**Student:** One column of my block goes into the filter as a mixture of all eigenvectors of the Kohn–Sham matrix. Why should the Chebyshev polynomial be the best thing to apply to it, and why does the degree go up whenever I refine the grid?

**Lecturer:** Both answers follow from four premises. I use hartree and bohr unless I say eV or Å.

1. $H$ is a fixed Hermitian $N\times N$ matrix with eigenvalues $\varepsilon_1\le\dots\le\varepsilon_N$ and orthonormal eigenvectors $u_j$.
2. The block $X$ has $n_s$ columns, and $U_1^\dagger X$ is invertible, where $U_1=[u_1,\dots,u_{n_s}]$.
3. All eigenvalues with $j>n_s$ lie in a known interval $[a,b]$, and the state $i$ that we follow has $\varepsilon_i<a$.
4. Arithmetic is exact.

The filter replaces $X$ by $p(H)X$ with a polynomial $p$ of degree at most $m$, which costs $m$ products of $H$ with the block.

**Student:** The filter also amplifies the other wanted states, and the deep ones more strongly than state $i$. They should swamp it.

**Lecturer:** In a single column they do, but what we keep is the span of the columns. By premise 2 the vector $s_i=X(U_1^\dagger X)^{-1}e_i$ exists, with $e_i$ the $i$-th unit vector. It lies in the span of $X$ and satisfies $U_1^\dagger s_i=e_i$. Hence $s_i=u_i+w_i$, where $w_i=\sum_{j>n_s}\omega_ju_j$ holds unwanted states only. Apply the filter and divide by $p(\varepsilon_i)$:

$$y_i=\frac{p(H)s_i}{p(\varepsilon_i)}=u_i+w_i',\qquad w_i'=\sum_{j>n_s}\omega_j\frac{p(\varepsilon_j)}{p(\varepsilon_i)}u_j .$$

The vector $y_i$ lies in the filtered span, and $w_i'\perp u_i$, so the tangent of its angle with $u_i$ is $\|w_i'\|$. The angle $\phi_i$ between $u_i$ and the whole filtered span cannot be larger. With premise 3,

$$\tan\phi_i\le\|w_i'\|\le\|w_i\|\,\frac{\max_{[a,b]}|p|}{|p(\varepsilon_i)|}.\tag{1}$$

The prefactor $\|w_i\|$ belongs to $s_i$, which need not be the vector of the starting span closest to $u_i$, so it is at least the tangent of the starting angle of $u_i$ and may exceed it. The Rayleigh quotient $\rho$ of $y_i$ is second order, because the cross terms vanish:

$$\rho-\varepsilon_i=\frac{w_i'^\dagger(H-\varepsilon_i)w_i'}{1+\|w_i'\|^2}\le(b-\varepsilon_i)\|w_i'\|^2 .$$

**Student:** So I want the ratio in (1) as small as possible.

**Lecturer:** Yes. Scale $p$ so that its maximum modulus on $[a,b]$ is 1, and maximise $|p(\varepsilon_i)|$. Map the interval onto $[-1,1]$ by $g(\varepsilon)=(\varepsilon-c)/e$, with centre $c=(a+b)/2$ and half-width $e=(b-a)/2$. The map is linear, so degrees are unchanged. For the wanted state,

$$g_i=-(1+2\delta),\qquad\delta=\frac{a-\varepsilon_i}{b-a}>0 .$$

Define $T_m(\cos\vartheta)=\cos m\vartheta$. The identity $\cos(k+1)\vartheta+\cos(k-1)\vartheta=2\cos\vartheta\cos k\vartheta$ gives $T_{k+1}=2xT_k-T_{k-1}$ with $T_0=1$, $T_1=x$, so $T_m$ is a polynomial of degree $m$. It is bounded by 1 on $[-1,1]$, and at the $m+1$ points $x_k=\cos(k\pi/m)$, which descend from $x_0=1$ to $x_m=-1$, it takes the values $(-1)^k$. The claim is that any $q$ of degree at most $m$ with $|q|\le1$ on $[-1,1]$ obeys $|q(x)|\le|T_m(x)|$ for every real $|x|>1$.

**Student:** For every outside point at once? I would expect the best polynomial to depend on which state I target.

**Lecturer:** The proof shows why it does not. A polynomial of degree at most $m$ equals its Lagrange interpolant on the $x_k$:

$$q(x)=\sum_{k=0}^mq(x_k)\,\ell_k(x),\qquad\ell_k(x)=\prod_{j\ne k}\frac{x-x_j}{x_k-x_j}.$$

Take $x<-1$. All $m$ numerator factors are negative, which gives the sign $(-1)^m$. In the denominator $x_k-x_j$ is negative exactly for the $k$ nodes with $j<k$, which gives $(-1)^k$. So $\ell_k(x)=(-1)^{m+k}|\ell_k(x)|$, wherever $x$ lies below $-1$. The triangle inequality gives $|q(x)|\le\sum_k|\ell_k(x)|$. For $T_m$ itself the node values $(-1)^k$ cancel the alternating signs, $T_m(x)=(-1)^m\sum_k|\ell_k(x)|$. Therefore $|q(x)|\le|T_m(x)|$. Since no $\ell_k(x)$ vanishes outside, equality needs $q(x_k)=\sigma(-1)^k$ with one constant $|\sigma|=1$, and then $q=\sigma T_m$. For $x>1$ the numerators are positive and the argument repeats. With $p(\varepsilon)=T_m(g(\varepsilon))$, (1) becomes

$$\tan\phi_i\le\frac{\|w_i\|}{|T_m(g_i)|},\tag{2}$$

and the filter is applied by $Y_0=X$, $Y_1=(H-c)X/e$, $Y_{k+1}=2(H-c)Y_k/e-Y_{k-1}$.

**Student:** The eigenvalues are discrete points. A polynomial with zeros on them would do better.

**Lecturer:** It can. The optimality is minimax: $T_m$ gives the smallest guaranteed factor when all we know of the unwanted spectrum is the interval. A method that adapts to the actual eigenvalues and weights $\omega_j$ may beat it, and the actual reduction under $T_m$ is usually somewhat better than (2), since most $|T_m(g_j)|$ are below 1.

**Student:** How fast does $T_m$ grow outside?

**Lecturer:** Put $x=(w+1/w)/2$. The sequence $t_k=(w^k+w^{-k})/2$ has $t_0=1$, $t_1=x$ and satisfies $t_{k+1}+t_{k-1}=(w+1/w)t_k=2xt_k$, so $t_k=T_k(x)$. The recurrence also gives $T_m(-x)=(-1)^mT_m(x)$, so only $|g_i|$ matters. Solving $w+1/w=2|g_i|$ for the root above 1 gives $r=|g_i|+\sqrt{g_i^2-1}$. With $\theta=\ln r$ we have $|g_i|=\cosh\theta$ and

$$\frac1{|T_m(g_i)|}=\frac{2}{r^m+r^{-m}}=\frac1{\cosh m\theta}\le2r^{-m}.\tag{3}$$

Now use $\cosh\theta=1+2\sinh^2(\theta/2)$. Comparison with $|g_i|=1+2\delta$ gives $\sinh(\theta/2)=\sqrt\delta$ exactly, and the series $\operatorname{arsinh}z=z-z^3/6+\dots$ gives

$$\theta=\ln r=2\operatorname{arsinh}\sqrt\delta=2\sqrt\delta\,\bigl(1-\delta/6+\dots\bigr).\tag{4}$$

Ask for a reduction of the amplitude by a factor $\tau<1$, that is $\cosh m\theta\ge1/\tau$. Since $\operatorname{arcosh}(1/\tau)=\ln\bigl[(1+\sqrt{1-\tau^2})/\tau\bigr]=\ln(2/\tau)-\tau^2/4+\dots$,

$$m\ge\frac{\operatorname{arcosh}(1/\tau)}{2\operatorname{arsinh}\sqrt\delta}\;\approx\;\frac12\sqrt{\frac{b-a}{a-\varepsilon_i}}\;\ln\frac2\tau .\tag{5}$$

The left form is exact for the bound (2). The right form drops relative terms $\delta/6$ and $\tau^2/[4\ln(2/\tau)]$. For comparison, the shifted power filter $g^m$ is also bounded by 1 on the interval but grows only as $|g_i|^m$, with $\ln|g_i|\approx2\delta$. The Chebyshev filter turns $1/\delta$ into $1/\sqrt\delta$.

**Student:** Nothing in (5) mentions the grid.

**Lecturer:** The grid enters through $b$. Take a uniform orthogonal grid of spacing $h$ and, along each axis, the symmetric 13-point stencil $(D^2f)_n=h^{-2}\sum_{p=-6}^{6}c_{|p|}f_{n+p}$. It must annihilate constants, so $c_0=-2\sum_{p\ge1}c_p$, and on the wave $e^{in\vartheta}$ the operator $-h^2D^2$ has the eigenvalue $S(\vartheta)=2\sum_{p=1}^6c_p(1-\cos p\vartheta)$. Twelfth order means $S=\vartheta^2+O(\vartheta^{14})$. Let $s=\sin(\vartheta/2)$. Because $\cos p\vartheta=T_p(1-2s^2)$, $S$ is a polynomial of degree 6 in $s^2$, and because $s\sim\vartheta/2$ it must be the series of $\vartheta^2=4\arcsin^2s$ cut after $s^{12}$. The function $y=\arcsin^2s$ obeys $(1-s^2)y''-sy'=2$. Inserting $y=\sum_na_ns^{2n}$ gives $a_1=1$ and $(2n+2)(2n+1)a_{n+1}=(2n)^2a_n$, solved by $a_n=2^{2n-1}/\bigl[n^2\binom{2n}n\bigr]$. Thus

$$S(\vartheta)=\sum_{n=1}^6\frac{2\,(2s)^{2n}}{n^2\binom{2n}{n}} .$$

Expanded in cosines, this yields $c_1,\dots,c_6=\tfrac{12}7,-\tfrac{15}{56},\tfrac{10}{189},-\tfrac1{112},\tfrac2{1925},-\tfrac1{16632}$. Every term of the series in $s$ is positive, so $S$ rises monotonically to its maximum at $\vartheta=\pi$:

$$\Lambda=S(\pi)=4(c_1+c_3+c_5)=\frac{367616}{51975}=7.073 .$$

The exact second derivative would give $\pi^2=9.870$ there. The kinetic operator $-\tfrac12\nabla^2$ adds three axes, so its largest eigenvalue is $T_{\max}=3\Lambda/(2h^2)=10.61/h^2$. It is attained by the checkerboard mode on a periodic grid with an even number of points per axis. For odd counts, or with the wavefunction set to zero outside the box in the direction normal to the sheet, it is an upper bound that the spectrum approaches as the number of points grows.

**Student:** And the potential?

**Lecturer:** Write $H=T+V$, with $V$ the local and nonlocal pseudopotential, Hartree and exchange-correlation terms. Weyl's inequality gives $T_{\max}+\lambda_{\min}(V)\le\varepsilon_N\le T_{\max}+\lambda_{\max}(V)$ when $T_{\max}$ is attained. With pseudopotentials the extreme eigenvalues of $V$ tend to finite limits as $h\to0$, and so do $a$ and $\varepsilon_i$ at fixed $n_s$. Hence $b-a=T_{\max}+O(h^0)$, and with $\Delta=a-\varepsilon_i$,

$$m\approx\frac1{2h}\sqrt{\frac{3\Lambda}{2\Delta}}\;\ln\frac2\tau\;\propto\;\frac1h\tag{6}$$

at fixed $\Delta$ and $\tau$. A shift $W$ of $b-a$ changes $m$ by the fraction $W/(2T_{\max})$. In a fixed cell $N\propto h^{-3}$ and the three-dimensional stencil has 37 points at any $h$, so the filter costs of order $n_sNm\propto h^{-4}$.

**Student:** Graphene has no gap. For a state at the Dirac point $\Delta$ is zero and (6) diverges.

**Lecturer:** It would if the block ended at the Fermi level. The edge $a$ sits at the top of the block, so the gap that counts is bought with extra columns. Near the Dirac energy the conduction states have $\varepsilon=\hbar vk$ in each of two valleys. The number of spatial orbitals per area up to $\Delta$ is $2\cdot\pi k^2/(2\pi)^2$ with $k=\Delta/\hbar v$, so per atom of area $A$

$$n_x=\frac{A}{2\pi}\Bigl(\frac{\Delta}{\hbar v}\Bigr)^2 .$$

Take as typical inputs the lattice constant $a_{\rm lat}=2.46$ Å, so $A=\sqrt3\,a_{\rm lat}^2/4=2.62$ Å$^2$, and $\hbar v\approx5.6$ eV Å, typical of semilocal functionals. For $\Delta=1$ eV this gives $n_x=0.013$, or 0.7 per cent of the two occupied orbitals per carbon atom. A 2000-atom rectangular cell at one $k$-point needs about 27 extra columns on top of 4000. That count is lumpy, since a cell of side about 72 Å has level steps $2\pi\hbar v/L\approx0.5$ eV. In the smooth limit $\Delta\propto n_x^{1/2}$ and $m\propto n_x^{-1/4}$, so doubling the buffer lowers the degree by only 16 per cent, as long as the bands stay linear, which is typically up to about 1 eV.

**Student:** Then give me the degree.

**Lecturer:** The model is $b-a=T_{\max}$, $\Delta=1$ eV for the states at the Dirac energy, and $\tau=10^{-6}$, so $\ln(2/\tau)=14.51$. At $h=0.30$ bohr, $T_{\max}=117.9$ Ha $=3208$ eV, $\delta=3.12\times10^{-4}$, $\theta=0.03531$ and $r=1.036$. Both forms of (5) give 410.9, so $m=411$. The power filter would need $\ln(1/\tau)/\ln(1+2\delta)=2.2\times10^4$ products.

| $h$ (bohr) | $T_{\max}$ (Ha) | $\theta$ | $m$ |
|---|---|---|---|
| 0.40 | 66.3 | 0.04708 | 309 |
| 0.30 | 117.9 | 0.03531 | 411 |
| 0.20 | 265.2 | 0.02354 | 617 |

Halving $h$ doubles $m$ up to the rounding to integers. As for the neglected potential, a vacuum level typically about 4.5 eV above the Dirac point shifts $b-a$ by 3.5 eV and $m$ by 0.05 per cent at $h=0.30$ bohr. An assumed further 5 Ha from the pseudopotential would add 2 per cent. The third digit belongs to the model only.

**Student:** Nobody runs degree 400. I use 30.

**Lecturer:** Degrees of a few tens per SCF step are typical of Chebyshev-filtered subspace iteration as introduced by Zhou, Saad, Tiago and Chelikowsky in 2006, roughly a tenth of the model's number. The two numbers answer different questions. Equation (5) is the degree for six digits on the slowest state with $H$ frozen, while the SCF version filters once per step and lets orbitals and density converge together. Orthonormalisation and Rayleigh–Ritz rotation leave the span unchanged, so for fixed $H$, $a$ and $b$, $k$ passes of degree $m$ apply $T_m^k$ and (1) gives the factor $(\cosh m\theta)^{-k}$. At $m=30$, $m\theta=1.059$ and one pass guarantees only 0.62 for the Dirac states, with the looser $2r^{-m}$ at 0.69. Six digits take 29 passes, 870 products in place of 411. For $m\theta\gg1$ each restart forfeits a factor 2, which is $\ln2/\theta=19.6$ products here.

**Student:** Then a single pass of 411 is cheaper.

**Lecturer:** Only under premise 4. The bottom of the valence band lies typically about 20 eV below the Dirac point, so $a-\varepsilon_1=21$ eV and $\theta_1=0.162$. At $m=411$ that state outgrows a Dirac state by $e^{m(\theta_1-\theta)}\approx10^{23}$, while double precision resolves $1/u=2^{53}=9.0\times10^{15}$. From a crude start, where every column contains some $u_1$, the Dirac components sink below rounding. Cholesky orthonormalisation is stricter, because it forms $Y^\dagger Y$, whose condition number is of order $T_m(g_1)^2$, the states near $a$ being amplified by about 1. Requiring $u\,T_m(g_1)^2<1$ gives $m\lesssim[\ln2+\tfrac12\ln(1/u)]/\theta_1\approx1.2\times10^2$. This is an order estimate, and it relaxes when the columns are already close to eigenvectors, since the disparity then becomes mostly a scaling of columns.

**Student:** In my code $a$ is the largest Ritz value and $b$ comes from a few Lanczos steps. Does premise 3 hold?

**Lecturer:** Not automatically. Interlacing puts the largest Ritz value at or above $\varepsilon_{n_s}$, and early on it can exceed $\varepsilon_{n_s+1}$. Then unwanted states below $a$ are amplified too, and since $\cosh m\theta$ increases with distance from the interval, the guaranteed factor becomes $|T_m(g_{n_s+1})|/|T_m(g_i)|$. The upper edge is less forgiving. By the parity of $T_m$, an eigenvalue 1 eV above $b$, a shortfall of 0.03 per cent of the interval, grows exactly as fast as the Dirac state and is never removed relative to it. Overestimating $b-a$ by 2 per cent costs only 1 per cent in $m$, so $b$ should be a safe upper bound.

**Student:** State the limits once, so I know when to trust (5) and (6).

**Lecturer:** The bound (2) with the cosh form of (3) holds for any degree under the four premises, and it bounds the amplitude relative to $\|w_i\|$. The form $2r^{-m}$ is informative only for $m\theta>\ln2$, here $m\ge20$. For $m\theta\ll1$ the factor is $1-(m\theta)^2/2$ and the filter barely acts. The square-root form needs $\delta\ll1$, and even for the lowest state the term $\delta/6$ is 0.11 per cent. The logarithm needs $\tau\ll1$. The $1/h$ law needs an orthogonal grid for this value of $\Lambda$, a standard eigenproblem, a potential bounded as $h\to0$ and small against $T_{\max}$, and fixed $\Delta$. With Fermi smearing the highest wanted state lies above the Dirac energy and $\Delta$ must be measured from it. A changing SCF Hamiltonian lies outside premise 1.

**Student:** And the practical number for my sheet at $h=0.30$ bohr?

**Lecturer:** Split the work into five passes to stay under the rounding limit. Each must deliver $\tau^{1/5}$, so $m\ge\operatorname{arcosh}(10^{6/5})/\theta=3.455/0.03531=97.9$. The model's answer is five passes of degree 98, or 490 block products, for a guaranteed reduction of $10^{-6}$ on the Dirac states of a frozen Hamiltonian with a 1 eV buffer, against 411 for one pass in exact arithmetic.